Solution key: relaxation of stress and heat flux in a gas of Maxwell molecules

Premises and conventions

P1. The gas consists of identical structureless particles of mass m that obey classical mechanics and repel each other with the central force K/r⁵, K > 0, that is with the potential U(r) = K/(4r⁴).
P2. The gas is dilute: collisions are binary, local and instantaneous, and the velocities of the partners are uncorrelated before a collision. The distribution f(x, v, t), with n = ∫ f d³v, then obeys the Boltzmann equation without external force,

∂f/∂t + v_k ∂_k f = ∫ (f′f₁′ − f f₁) g b db dε d³v₁.   (1)

Here g = |v − v₁|, b is the impact parameter, ε the azimuth of the collision plane about the relative velocity, f₁ = f(v₁), and primes mark values after the collision.
P3. All velocity moments used below are finite.

Repeated indices are summed, k as a factor is the Boltzmann constant, and ρ = nm. With the mean velocity u and the peculiar velocity c = v − u, so that ∫ c_i f d³v = 0, define

P_ij = m ∫ c_i c_j f d³v,  p = P_ii/3 = nkT,  σ_ij = P_ij − p δ_ij,  q_i = (m/2) ∫ c² c_i f d³v.

σ_ij is the pressure deviator, the negative of the viscous stress of fluid mechanics. Angle brackets on indices denote the symmetric traceless part: a_⟨i a_j⟩ = a_i a_j − a² δ_ij/3.

Part (a). The binary collision

Set G = (c + c₁)/2 and g = c − c₁, so that c = G + g/2 and c₁ = G − g/2. Momentum conservation keeps G fixed and energy conservation keeps |g| fixed, so the collision turns the vector g through an angle χ. The relative motion is that of one particle of reduced mass m_r = m/2, energy m_r g²/2 and angular momentum m_r g b. With y = b/r the two conservation laws give the polar angle θ of the orbit,

dθ/dy = [1 − y² − 2U/(m_r g²)]^(−1/2).

The orbit is symmetric about its turning point y₀, the positive zero of the bracket, so χ = π − 2 ∫₀^y₀ (dθ/dy) dy. For the present potential

2U/(m_r g²) = y⁴/(2β⁴),  β = b (m_r g²/K)^(1/4).   (2)

Hence χ depends on b and g only through β. Since b² = β² (K/m_r)^(1/2)/g,

g b db = (2K/m)^(1/2) β dβ.   (3)

The relative speed has dropped out. For a force K/r^s the same scaling gives g b db ∝ g^((s−5)/(s−1)) β dβ, so s = 5 is the only power with this property.

To evaluate χ, factor the bracket: 1 − y² − y⁴/(2β⁴) = (s₀ − y²)(y² + s₁)/(2β⁴), with s₀ = D − β⁴, s₁ = D + β⁴, D = (β⁸ + 2β⁴)^(1/2) and y₀² = s₀. The substitution y = y₀ cos ψ removes the factor (s₀ − y²)^(−1/2) and leaves

∫₀^y₀ (dθ/dy) dy = (2β⁴)^(1/2) ∫₀^(π/2) (s₀ + s₁ − s₀ sin²ψ)^(−1/2) dψ.

Let w = s₀/(s₀ + s₁) = (1 − β⁴/D)/2, so that 2β⁴/(s₀ + s₁) = 1 − 2w. Then

χ = π − 2 (1 − 2w)^(1/2) F(w),  F(w) = ∫₀^(π/2) (1 − w sin²ψ)^(−1/2) dψ,   (4)

where F is the complete elliptic integral of the first kind with parameter w. A head-on collision has w = 1/2 and χ = π. For large β, w ≈ 1/(2β⁴) and χ ≈ 3πw/4 ≈ 3π/(8β⁴). The impulse approximation confirms this: along a straight path the transverse momentum is (K/(g b⁴)) ∫ dz (1 + z²)⁻³ = 3πK/(8 g b⁴), and division by m_r g gives 3π/(8β⁴).

The one number needed below is

A₂ = ∫₀^∞ sin²χ β dβ.   (5)

Inverting the definition of w gives β² = (1 − 2w)/[2w(1 − w)]^(1/2), whose derivative is −[2w(1 − w)]^(−3/2). With β dβ = d(β²)/2,

A₂ = (1/2) ∫₀^(1/2) sin²χ [2w(1 − w)]^(−3/2) dw = 0.436

by numerical quadrature. The integral converges at large β because the integrand of (5) falls as β⁻⁷. The value belongs to the definition (2) of β with the reduced mass; another scaling of b changes the number and leaves the rates unchanged.

Part (b). Weak form of the collision term

Multiply the right side of (1) by φ(v), integrate over v and call the result C[φ]. In the gain part, rename primed as unprimed variables. This is allowed because d³v d³v₁ = d³G d³g, G and |g| are unchanged, and the inverse collision of a central force has the same b and χ, so that the measure g b db dε d³v d³v₁ is invariant. The result is C[φ] = ∫ (φ′ − φ) f f₁ g b db dε d³v d³v₁. Exchanging the labels of the partners and averaging the two forms gives

C[φ] = (1/2) ∫ f f₁ Δ[φ] g b db dε d³v d³v₁,  Δ[φ] = φ′ + φ₁′ − φ − φ₁.   (6)

The force has infinite range, so gain and loss diverge separately. The renaming is done with a cut-off on β, which is removed at the end; the limit exists because the azimuthal integrals found below carry the factor sin²χ. For φ = 1, v_i, v² one has Δ = 0, so in a uniform gas n, u, T and p are constant.

One azimuthal integral serves both moments. Write g′ = g cos χ + |g| sin χ (e₁ cos ε + e₂ sin ε), with e₁, e₂ unit vectors normal to g and to each other. Terms linear in cos ε or sin ε, and the product cos ε sin ε, integrate to zero; cos²ε and sin²ε integrate to π; and g²(e₁i e₁j + e₂i e₂j) = g² δ_ij − g_i g_j. Therefore

∫₀^2π g′_i g′_j dε = 2π cos²χ g_i g_j + π sin²χ (g² δ_ij − g_i g_j).

Subtracting 2π g_i g_j leaves −3π sin²χ g_i g_j + π sin²χ g² δ_ij = −3π sin²χ g_⟨i g_j⟩. With (3) and (5),

∫ (g′_i g′_j − g_i g_j) g b db dε = −Λ g_⟨i g_j⟩,  Λ = 3π A₂ (2K/m)^(1/2).   (7)

Λ is a constant, in m³ s⁻¹. The right side is a polynomial in the velocities, so (6) reduces to moments of f of no higher order than φ. This is the exact closure.

Part (c). Stress

Take φ = m c_i c_j. Then c_i c_j + c₁i c₁j = 2 G_i G_j + g_i g_j/2, because the terms linear in g cancel, and Δ[φ] = (m/2)(g′_i g′_j − g_i g_j). From (6) and (7),

C[m c_i c_j] = −(mΛ/4) ∫ f f₁ g_⟨i g_j⟩ d³v d³v₁.

Expand g_i g_j = c_i c_j + c₁i c₁j − c_i c₁j − c₁i c_j. The mixed terms vanish because the mean of c is zero, and each of the other two gives n P_ij/m. The traceless part of the double integral is 2n σ_ij/m, so

C[m c_i c_j] = −ν σ_ij,  ν = nΛ/2 = 3π A₂ n (K/2m)^(1/2).   (8)

Part (d). Heat flux

Take φ = (m/2) c² c_i. With A = G² + g²/4 and B = G·g one has c² = A + B and c₁² = A − B, so

c² c_i + c₁² c₁i = (A + B)(G_i + g_i/2) + (A − B)(G_i − g_i/2) = 2A G_i + G_j g_j g_i.

A and G are conserved, so Δ[φ] = (m/2) G_j (g′_i g′_j − g_i g_j), and (7) gives

C[(m/2) c² c_i] = −(mΛ/4) ∫ f f₁ [(G·g) g_i − g² G_i/3] d³v d³v₁.

Let Q_i = ∫ c² c_i f d³v = 2q_i/m. First term: G·g = (c² − c₁²)/2, so (G·g) g_i = (c² c_i + c₁² c₁i − c² c₁i − c₁² c_i)/2. The last two products contain a single factor of one partner's velocity and average to zero, which leaves nQ_i. Second term: g² G_i = (c² + c₁² − 2 c·c₁)(c_i + c₁i)/2. Again every mixed product is linear in one of the two velocities and vanishes, which leaves nQ_i. The bracket integrates to (1 − 1/3) nQ_i, and

C[(m/2) c² c_i] = −(mΛ/4)(2/3) n (2q_i/m) = −(nΛ/3) q_i = −(2/3) ν q_i.   (9)

No product such as σ_ij times a first moment survives. Neither (8) nor (9) assumes that f is close to a Maxwellian.

Part (e). Uniform gas

Without gradients u is constant, φ(c) has no explicit time dependence, and (1) gives d/dt ∫ φ f d³v = C[φ]. Since p is constant, dP_ij/dt = dσ_ij/dt, and

dσ_ij/dt = −ν σ_ij,  dq_i/dt = −(2/3) ν q_i.   (10)

As n is constant, so is ν, and σ_ij(t) = σ_ij(0) exp(−t/τ_σ), q_i(t) = q_i(0) exp(−t/τ_q), with τ_σ = 1/ν and τ_q = 3/(2ν). The rates depend on density and not on temperature. Part (f) shows that ν = p/μ.

Part (f). Viscosity, conductivity and Prandtl number

In a non-uniform gas φ(c) depends on x and t through u. Multiply (1) by φ, integrate, move φ inside the derivatives, and use ∂φ = −(∂φ/∂c_l) ∂u_l. With D/Dt = ∂/∂t + u_k ∂_k and M[φ] = ∫ φ f d³v,

D M[φ]/Dt + M[φ] ∂_k u_k + ∂_k M[c_k φ] + M[∂φ/∂c_l] Du_l/Dt + M[c_k ∂φ/∂c_l] ∂_k u_l = C[φ].   (11)

The collision term is local in x and t, so (8) and (9) hold with local values. The choice φ = m c_l gives ρ Du_l/Dt = −∂_k P_lk.

For φ = m c_i c_j, with Q_ijk = m M[c_i c_j c_k], the acceleration term vanishes and

D P_ij/Dt + P_ij ∂_k u_k + ∂_k Q_ijk + P_ik ∂_k u_j + P_jk ∂_k u_i = −ν σ_ij.   (12)

For φ = (m/2) c² c_i, with ∂φ/∂c_l = m c_i c_l + (m/2) c² δ_il and R_ik = (m/2) M[c² c_i c_k],

D q_i/Dt + q_i ∂_k u_k + ∂_k R_ik − (P_il + (3/2) p δ_il) ∂_k P_lk/ρ + Q_ikl ∂_k u_l + q_k ∂_k u_i = −(2/3) ν q_i.   (13)

These equations are exact, and their left sides are not closed, since Q_ijk and R_ik are higher moments. Let the fields vary over a length L much larger than ℓ = (kT/m)^(1/2)/ν, and over times much longer than 1/ν; Kn = ℓ/L. The departure of every moment from its local Maxwellian value is then of first order in Kn, and on the left sides such departures appear only differentiated or multiplied by a gradient, which makes them second order. To first order the left sides take Maxwellian values: P_ij = p δ_ij, Q_ijk = 0, q_i = 0 and, from the Maxwellian mean of c⁴, 15 (kT/m)², R_ik = (1/3)(m/2) n · 15 (kT/m)² δ_ik = (5/2) p (kT/m) δ_ik.

The traceless part of (12) becomes 2p ∂_⟨i u_j⟩ = −ν σ_ij. Comparison with the definition σ_ij = −2μ ∂_⟨i u_j⟩ gives μ = p/ν, and with (8)

μ = kT (2m/K)^(1/2)/(3π A₂).   (14)

The viscosity is independent of density and proportional to T. In (13), p/ρ = kT/m, so the surviving terms are

(5/2) ∂_i (p kT/m) − (5/2)(kT/m) ∂_i p = (5/2) p (k/m) ∂_i T = −(2/3) ν q_i.

Comparison with q_i = −κ ∂_i T gives κ = (3/2)(5/2)(k/m) p/ν, that is

κ = (15/4)(k/m) μ,  Pr = c_p μ/κ = (5/2)/(15/4) = 2/3,   (15)

with c_p = 5k/(2m) for structureless particles. The Prandtl number is the ratio of the two rates in (10), which now read

dσ_ij/dt = −(p/μ) σ_ij,  dq_i/dt = −(2/3)(p/μ) q_i.   (16)

No expansion of f in trial polynomials was needed, so (14) and (15) are the exact first-order Chapman–Enskog coefficients of this model.

Part (g). Range of validity

1. Equations (8) and (9) are exact consequences of (1) for the force K/r⁵, at any distance from equilibrium and any Kn. For another force law Λ depends on g, stays inside the velocity integrals, and couples σ_ij and q_i to higher moments.
2. The pure exponentials (16) need a uniform gas. With gradients, (12) and (13) apply.
3. The laws with μ and κ need Kn ≪ 1 and times long against 1/ν. The largest omitted stress in a slow heated flow comes from ∂_k Q_ijk. The part of Q_ijk fixed by the trace Q_ijj = 2q_i is (2/5)(q_i δ_jk + q_j δ_ik + q_k δ_ij), which adds (4/5) ∂_⟨i q_j⟩ to the traceless part of (12) and yields a thermal stress of order 3μ² ΔT/(ρ T L²). Its ratio to the viscous stress 2μU/L, for a flow speed U, is (3/2) μ ΔT/(ρ T U L).
4. Premise P2 needs n r₀³ ≪ 1 and a collision time far below 1/ν, where r₀ = (K/4kT)^(1/4) is the distance at which U = kT. Classical orbits need a thermal wavelength λ = h/(2π m kT)^(1/2) well below r₀.
5. Premise P1 excludes internal energy and non-central forces.

Part (h). Illustration: a Maxwell-molecule model of steam at 500 K and 1 kPa

Water vapour at this temperature and pressure is of the kind used as an oxidant in thin-film deposition reactors. Inputs: molar mass 18.015 g/mol and an approximate typical viscosity μ = 1.72 × 10⁻⁵ Pa s. K is fitted to this viscosity, so μ and the stress relaxation time are inputs in effect and test nothing. A third figure is kept only to carry the arithmetic.

State: m = 2.991 × 10⁻²⁶ kg, k/m = 461.5 J kg⁻¹ K⁻¹, kT = 6.903 × 10⁻²¹ J, n = p/kT = 1.449 × 10²³ m⁻³, (kT/m)^(1/2) = 480 m/s.

Force constant, from (14): K = 2m [kT/(3π A₂ μ)]² = 5.71 × 10⁻⁵⁸ N m⁵.

Rates: ν = p/μ = 5.81 × 10⁷ s⁻¹ and (2/3)ν = 3.88 × 10⁷ s⁻¹, so τ_σ = 17.2 ns and τ_q = 25.8 ns. Decay to one per cent takes τ ln 100, which is 79 ns for the stress and 119 ns for the heat flux.

Example: define directional temperatures by P_xx = nkT_x and so on, and start from T_x = 520 K, T_y = T_z = 490 K, whose mean is 500 K. Then σ_xx(0) = 40 Pa and σ_yy(0) = σ_zz(0) = −20 Pa. After 50 ns the stress factor is exp(−50/17.2) = 0.0546, so σ_xx = 2.19 Pa, while any initial heat flux retains the fraction exp(−50/25.8) = 0.144.

Transport: the model gives κ = (15/4)(k/m) μ = 0.0298 W m⁻¹ K⁻¹ and Pr = 2/3, and with the same K it gives μ = 2.06 × 10⁻⁵ Pa s at 600 K.

Kinetic conditions: r₀ = 0.379 nm and n r₀³ = 7.9 × 10⁻⁶. The collision time r₀ (m/kT)^(1/2) = 0.79 ps is 4.6 × 10⁻⁵ of τ_σ, and λ = 0.018 nm. Condition 4 is met. The relaxation length is ℓ = 8.3 µm, so Kn = 8.3 × 10⁻⁴ across an assumed 1 cm gap; with ΔT/T = 0.1 and U = 1 m/s the thermal stress of condition 3 is about 0.06 of the viscous stress. In a trench 1 µm wide Kn = 8.3, and the laws with μ and κ fail there although (8) and (9) still hold.

Condition 5 is not met, and the neglected terms are as large as those kept. With an approximate typical dipole moment d = 1.85 D, the dipole–dipole energy scale d²/(4πε₀ r₀³) is 0.9 kT, comparable with U(r₀) = kT, so K is an effective constant that absorbs an orientation-dependent force. Classical rotation of the bent molecule stores 3k/2 per molecule per kelvin, as much as translation, and raises c_p to 4k/m before vibration is counted. The simple Eucken estimate carries this energy with a conductivity (3/2)(k/m) μ = 0.012 W m⁻¹ K⁻¹, which is 40 per cent of the translational κ, and moves Pr to 4/(15/4 + 3/2) = 0.76. As typical knowledge and not as a measurement, the Prandtl number of low-pressure steam near 500 K is about 0.95, so the model's 2/3 lies roughly 30 per cent low. The times 17.2 ns and 25.8 ns, their ratio 3/2 and the conductivity 0.0298 W m⁻¹ K⁻¹ are therefore those of the structureless model gas with the fitted K; in steam the translational heat flux also exchanges energy with rotation, and (16) gives only the scale of its relaxation time.